## Kinks in the quasiparticle dispersion of a three-peak spectrum

Close to the Mott transition the local spectral function of the half-filled Hubbard model has a central peak between two Hubbard bands. The quasiparticle dispersion then changes slope at an energy well inside the central peak, although no phonon or other external boson is present. The argument is due to Byczuk and co-workers (2007). It is derived here for the Bethe lattice.

### Conventions and premises

The symbol $\omega$ denotes an energy (in joules) measured from the Fermi level, and $z$ its complex continuation. $G$ and $\Sigma$ are retarded local functions per spin, $A=-\mathrm{Im}\,G/\pi$, and

$$\zeta(\omega)=\omega+\mu-\Sigma(\omega).$$

1. **Lattice.** The band has the semicircular density of states $N(\epsilon)=\frac{2}{\pi D^2}\sqrt{D^2-\epsilon^2}$ with half-bandwidth $D$, and $t=D/2$. DMFT holds, so $\Sigma$ is local.
2. **Symmetry.** The system is paramagnetic and half filled, $\mu=U/2$, at $T=0$. Then $A$ is even in $\omega$ and $\mathrm{Re}\,G$ is odd.
3. **Fermi liquid.** For small $\omega$, $\zeta=\omega/Z_{\rm FL}+ib\,\omega^2+O(\omega^3)$ with $b\ge0$.
4. **Separated peaks.** $A$ has deep minima near $\pm\Omega$, and $\mathrm{Im}[1/G]$ is constant for $|\omega|<\Omega$. The second part is an approximation, and its cost is computed below.

Since $A(\epsilon,\omega)=-\frac1\pi\mathrm{Im}\,[\zeta(\omega)-\epsilon]^{-1}$ is, at fixed $\omega$, a Lorentzian in $\epsilon$ centred on $\mathrm{Re}\,\zeta$, the dispersion $E(\epsilon)$ is defined by

$$\mathrm{Re}\,\zeta(E)=\epsilon,\qquad \frac{dE}{d\epsilon}=\frac{1}{\mathrm{Re}\,\zeta'(E)}\equiv Z_{\rm loc}(E).\tag{1}$$

### Step 1: self-consistency

The local Green function is $G=\int N(\epsilon)\,d\epsilon/(\zeta-\epsilon)=\frac{2}{D^2}\left[\zeta-i\sqrt{D^2-\zeta^2}\right]$, on the branch with $\mathrm{Im}\,G<0$. Multiplying by $\zeta+i\sqrt{D^2-\zeta^2}$ gives

$$\frac1G=\frac12\left[\zeta+i\sqrt{D^2-\zeta^2}\right].\tag{2}$$

Adding $t^2G=\frac12[\zeta-i\sqrt{D^2-\zeta^2}]$ to (2) cancels the roots:

$$\zeta=\frac1G+t^2G.\tag{3}$$

The self-energy thus follows from the local spectrum alone. The second term is the hybridisation function of the impurity problem, and it carries the shape of the central peak.

### Step 2: exact behaviour at the Fermi level

Insert premise 3 into (2) and use $\sqrt{D^2-\zeta^2}=D-\omega^2/(2Z_{\rm FL}^2D)+O(\omega^3)$:

$$\frac1G=\frac{iD}{2}+\frac{\omega}{2Z_{\rm FL}}+i\omega^2\left(\frac b2-\frac{1}{4Z_{\rm FL}^2D}\right)+O(\omega^3).\tag{4}$$

The constant term pins the spectrum, $A(0)=2/(\pi D)$ for every $U$ in the metal. Define $Z_{\rm CP}$ by $1/Z_{\rm CP}=d\,\mathrm{Re}[1/G]/d\omega$ at $\omega=0$. Equation (4) gives, without premise 4,

$$Z_{\rm CP}=2Z_{\rm FL}.\tag{5}$$

### Step 3: Kramers–Kronig relation for $1/G$

$G(z)$ has $\mathrm{Im}\,G<0$ in the upper half-plane, hence no zeros there, and $1/G$ is analytic. At large $z$ the moments at half filling give $\Sigma-\mu\to U^2/(4z)$ and $t^2G\to t^2/z$. Therefore $1/G-z$ decays and has the representation

$$\frac{1}{G(z)}=z-\int\frac{\rho(\epsilon)\,d\epsilon}{z-\epsilon},\qquad \rho=\frac1\pi\mathrm{Im}\frac1G=\frac{A}{|G|^2}\ge0,\qquad \int\rho\,d\epsilon=\frac{U^2}{4}+t^2.\tag{6}$$

The shape of $\rho$ follows from the three peaks. For $\omega>0$ the central peak contributes a positive term to $\mathrm{Re}\,G$, which rises from zero to a maximum near the half-width of the peak and decreases beyond it. The Hubbard bands contribute a negative one, because the upper band is the nearer. Past the central peak the two cancel at some $\Omega$ in the dip. There $|G|=\pi A$ and $\rho=1/(\pi^2A)$, which is large because $A$ is small. So $\rho$ has strong peaks at $\pm\Omega$, while $\rho(0)=D/(2\pi)$ by (4).

A constant has zero principal-value transform, so $\rho$ may be replaced by $\delta\rho=\rho-\rho(0)$ in the real part. Pairing $\epsilon$ with $-\epsilon$,

$$\mathrm{Re}\frac1G=\omega\left[1+P\!\!\int\frac{\delta\rho(\epsilon)\,d\epsilon}{\epsilon^2-\omega^2}\right],\qquad \frac{1}{Z_{\rm CP}}=1+\int\frac{\delta\rho}{\epsilon^2}\,d\epsilon.\tag{7}$$

At $U=0$, $\rho=\sqrt{D^2-\epsilon^2}/(2\pi)$ and the last integral is $-1/2$, so $Z_{\rm CP}=2$, in line with (5) for $Z_{\rm FL}=1$.

By premise 4, $\delta\rho$ vanishes for $|\epsilon|<\Omega$. The denominator in (7) can then be expanded in $\omega^2/\epsilon^2\le\omega^2/\Omega^2$, and $\mathrm{Re}[1/G]=\omega/Z_{\rm CP}$ up to relative corrections of order $(\omega/\Omega)^2$. Together with $\mathrm{Im}[1/G]=D/2$,

$$G(\omega)\simeq\frac{Z_{\rm CP}}{\omega+i\gamma},\qquad \gamma=\frac{Z_{\rm CP}D}{2}=Z_{\rm FL}D.\tag{8}$$

The central peak is a Lorentzian of half-width $\gamma$, and $Z_{\rm CP}$ is the weight of this Lorentzian integrated over all energies. The part between the dips is smaller, $Z_{\rm CP}\frac2\pi\arctan(\Omega/\gamma)$.

Equations (6) and (7) also bound $\Omega$. Since $\delta\rho\le\rho$ and $\epsilon^2\ge\Omega^2$ wherever $\delta\rho\neq0$,

$$\Omega^2\le\left(\frac{U^2}{4}+t^2\right)\frac{Z_{\rm CP}}{1-Z_{\rm CP}}.\tag{9}$$

For small $Z_{\rm FL}$ the ratio $\Omega/\gamma$ can grow at most as $Z_{\rm FL}^{-1/2}$.

### Step 4: the self-energy across the central peak

Let $x=\omega/\gamma$ and $g=1/(tG)$. Equation (3) reads $\zeta/t=g+1/g$, and (8) reads $g=p\equiv x+i$. Separating real and imaginary parts,

$$\mathrm{Re}\,\zeta=\frac D2\left[x+f(x)\right],\quad f=\mathrm{Re}\frac1p=\frac{x}{1+x^2},\qquad -\mathrm{Im}\,\Sigma=\frac D2\,\frac{x^2}{1+x^2}.\tag{10}$$

The damping is non-negative and quadratic at small $x$, as premise 3 requires. With $D/(2\gamma)=1/Z_{\rm CP}$ the slope is

$$\frac{1}{Z_{\rm loc}}=\frac{1}{Z_{\rm CP}}\left[1+f'(x)\right],\qquad f'=\frac{1-x^2}{(1+x^2)^2}.\tag{11}$$

Two terms add. The first, from $1/G$, is constant across the peak. The second, from the hybridisation, equals the first at $x=0$, which gives $Z_{\rm loc}=Z_{\rm CP}/2=Z_{\rm FL}$. It vanishes at $x=1$, where $\mathrm{Re}\,G$ has its maximum, and it never falls below $f'(\sqrt3)=-1/8$. For $x\ge1$ the slope therefore lies between $\frac78$ and $1$ times $1/Z_{\rm CP}$. The dispersion is renormalised by $Z_{\rm FL}$ at the Fermi level and by about $Z_{\rm CP}>Z_{\rm FL}$ in the flanks of the peak.

### Step 5: the kink energy

The function (10) is smooth, so the kink is a crossover and its position needs a convention. Here it is the energy at which the slope changes fastest, that is the largest $|\mathrm{Re}\,\zeta''|$. The linear term drops out, and the condition is $f'''=0$. Write $p=e^{i\theta}/\sin\theta$ with $x=\cot\theta$. Then

$$f'''=-6\,\mathrm{Re}\,p^{-4}=-6\sin^4\theta\cos4\theta=-\frac{6(x^4-6x^2+1)}{(1+x^2)^4}.$$

The positive roots are $x=\sqrt2\mp1$. At these points $f''=2x(x^2-3)/(1+x^2)^3$ equals $-1.46$ and $+0.043$, so the inner root, $\theta=3\pi/8$, is the kink:

$$\boxed{\;\omega_*=(\sqrt2-1)\,Z_{\rm FL}D\;}\tag{12}$$

By symmetry a second kink lies at $-\omega_*$. Through (1) and (10) the dispersion in this approximation is:

| $E/\gamma$ | $\epsilon/D$ | $Z_{\rm loc}/Z_{\rm FL}$ | $-\mathrm{Im}\,\Sigma/D$ |
|---|---|---|---|
| 0 | 0 | 1 | 0 |
| 0.414 (kink) | 0.384 | 1.25 | 0.073 |
| 1 | 0.750 | 2.00 | 0.250 |
| 1.544 (band edge) | 1 | 2.27 | 0.352 |

At $\omega_*$ the slope has only begun to change. Equation (12) marks the upper end of the Fermi-liquid branch, and the value $Z_{\rm CP}$ is reached at $E=\gamma$. The ratio of the width $Z_{\rm loc}|\mathrm{Im}\,\Sigma|$ to the energy $E$ is $0.22$ at the kink and $0.50$ at $E=\gamma$, so the outer branch is a broad ridge of $A(\epsilon,\omega)$ and not a sharp quasiparticle.

Other conventions keep the scale $Z_{\rm FL}D$ and change the prefactor. The tangent to $x+f$ at $x=0$ is $2x$, the tangent at $x=1$ is $x+\frac12$, and they cross at $x=0.50$. The second derivative of the inverse function, $d^2E/d\epsilon^2\propto-f''/(1+f')^3$, is extremal where $(1+f')f'''=3f''^2$, at $x=0.79$.

### Size of the neglected terms

Let $g=p+\delta g$. To first order $\delta(\zeta/t)=\delta g\,(1-p^{-2})$, and the zero of the third derivative moves by

$$\delta x_*=-\frac{\mathrm{Re}\,[\delta g\,(1-p^{-2})]'''}{f''''}\bigg|_{x_*},\qquad f''''(x_*)=24\,\mathrm{Re}\,p^{-5}=24\sin^6\frac{3\pi}{8}=14.9 .$$

The leading terms allowed by symmetry are $\delta g=icx^2+ax^3$ with real $a$ and $c$. Put $x=p-i$, so that

$$\frac{ix^2}{p^2}=i+\frac2p-\frac{i}{p^2},\qquad \frac{x^3}{p^2}=p-3i-\frac3p+\frac{i}{p^2}.$$

Their third derivatives are $-12p^{-4}+24ip^{-5}$ and $18p^{-4}-24ip^{-5}$. At $x_*$, $\mathrm{Re}\,p^{-4}=0$ and $24\,\mathrm{Re}(ip^{-5})=-24\cos\frac{3\pi}8\sin^5\frac{3\pi}8=-6.18$. The numerator is therefore $6.18\,c+(6-6.18)\,a$. The ratio of $6.18$ to $14.9$ is exactly $\cot(3\pi/8)=x_*$, and

$$\frac{\delta\omega_*}{\omega_*}=-c+0.029\,a.\tag{13}$$

*Finite $\Omega$.* The kink is insensitive to the bending of $\mathrm{Re}[1/G]$. The simplest explicit form takes $\delta\rho$ as two delta peaks at $\pm\Omega$, whose weight (7) fixes:

$$g=x\left[Z_{\rm CP}+\frac{1-Z_{\rm CP}}{1-x^2\gamma^2/\Omega^2}\right]+i.\tag{14}$$

Here $a=(1-Z_{\rm CP})\gamma^2/\Omega^2$. Because the coefficient of $a$ in (13) is so small, higher orders in $\gamma^2/\Omega^2$ compete with it, and (14) is solved numerically below.

*Curvature of $\mathrm{Im}[1/G]$.* This term acts with unit coefficient. Comparing $\mathrm{Im}\,g=1+cx^2$ with (4),

$$c=bZ_{\rm FL}^2D-\tfrac12.\tag{15}$$

Premise 4 thus amounts to a definite scattering rate, $b=1/(2Z_{\rm FL}^2D)$, which Kramers–Kronig does not enforce. The golden rule for a local Fermi liquid with full vertex $\Gamma$ between opposite spins gives $-\mathrm{Im}\,\Sigma=\pi\Gamma^2A(0)^3\,\omega^2/2$, where $\omega^2/2$ is the phase space for creating one particle–hole pair. With the dimensionless interaction $u=Z_{\rm FL}\Gamma A(0)$ and $A(0)=2/(\pi D)$ this is $b=u^2/(Z_{\rm FL}^2D)$, so that $c=u^2-\frac12$. Free quasiparticles have $c=-\frac12$. The Kondo limit of an impurity with a flat bath, $u=1$, would give $c=+\frac12$. Flatness corresponds to $u=0.71$. No small parameter protects $c=0$, and the prefactor in (12) is uncertain by some tens of per cent unless $b$ is known.

### Range of validity

- The spectrum must have three separated peaks with $\gamma\ll\Omega$. Equation (9) requires $Z_{\rm CP}<1$, that is $Z_{\rm FL}<\frac12$, and in practice much less. At weak coupling $\rho$ has no peaks, $c$ is near $-\frac12$, and (12) does not apply.
- Equation (5) is exact under premises 1 to 3. The scale $\omega_*\propto Z_{\rm FL}D$ needs only that $G$ varies on the scale $\gamma$ while $\mathrm{Re}[1/G]$ stays nearly linear. The factor $\sqrt2-1$ needs $|c|\ll1$ and the convention of Step 5.
- The slope of $\mathrm{Re}\,\zeta(\omega)$ stays near $1/Z_{\rm CP}$ for $\gamma\lesssim|\omega|\ll\Omega$, a window that is narrow unless $U$ is close to $U_{c2}$. The dispersion (1) exists only for $|\epsilon|\le D$, and by (10) it reaches the band edge at $E=1.544\,\gamma$. Its outer branch therefore spans only $\gamma\lesssim|E|\le1.544\,\gamma$ and does not widen relative to $\gamma$ as $U\to U_{c2}$.
- The temperature must satisfy $k_BT\ll\omega_*$, since thermal scattering removes the pinning in (4).
- Other lattices replace $t^2G$ in (3) by another function of $G$, which changes the factor 2 in (5). Doping shifts and skews the peak, and the two kinks become unequal. Nonlocal correlations and multiorbital effects lie outside the premises.

### Numerical illustration: $U=0.8\,U_{c2}$

The inputs are approximate values typical of zero-temperature DMFT for this lattice: $U_{c2}\approx2.94\,D$, and at $U=0.8\,U_{c2}=2.35\,D$ a weight $Z_{\rm FL}\approx0.14$ with dips near $\Omega\approx0.5\,D$. The energy scale is set by the illustrative choice $D=1\ \mathrm{eV}=1.602\times10^{-19}$ J. All numbers below belong to the model and to no material.

From (5) and (8), $Z_{\rm CP}=0.28$ and $\gamma=0.14\,D=2.2\times10^{-20}$ J. Equation (12) gives

$$\omega_*=0.058\,D=9.3\times10^{-21}\ \mathrm{J}\ \ (58\ \mathrm{meV}),\qquad \omega_*/k_B=6.7\times10^{2}\ \mathrm{K}.$$

The kink is reached at the bare energy $\epsilon=0.384\,D$. The bound (9) is $\Omega\le0.80\,D$, or $\Omega/\gamma\le5.7$. The input $\Omega/\gamma=3.6$ respects it, and the Lorentzian holds a weight $0.23$ between the dips.

With $\gamma^2/\Omega^2=0.0784$ one has $a=0.056$. The numerical zero of $\mathrm{Re}[g+1/g]'''$ for (14) lies at $x=0.41$, within one per cent of $\sqrt2-1$. The outer branch is affected more. In units of $1/Z_{\rm CP}$ the slope of $\mathrm{Re}\,\zeta$ is $1.16$ instead of $1$ at $x=1$. It has its minimum near $x=1.1$ and has risen to $1.59$ instead of $0.875$ at $x=\sqrt3$, a point beyond the band edge, which (14) places at $x=1.37$. The renormalisation factor at $E=\gamma$ is then $0.24$ rather than $0.28$, still well above $Z_{\rm FL}=0.14$.

The curvature term is the larger uncertainty of the kink position. An assumed $c=\pm0.2$ moves $\omega_*$, to first order by (13), to 46 meV or 70 meV. The tangent construction gives 70 meV, and the extremal second derivative of $E(\epsilon)$ gives 110 meV. In the convention of (12) the model's kink lies at about $0.06\,D$, or $9\times10^{-21}$ J, and scales in proportion to the input $Z_{\rm FL}$.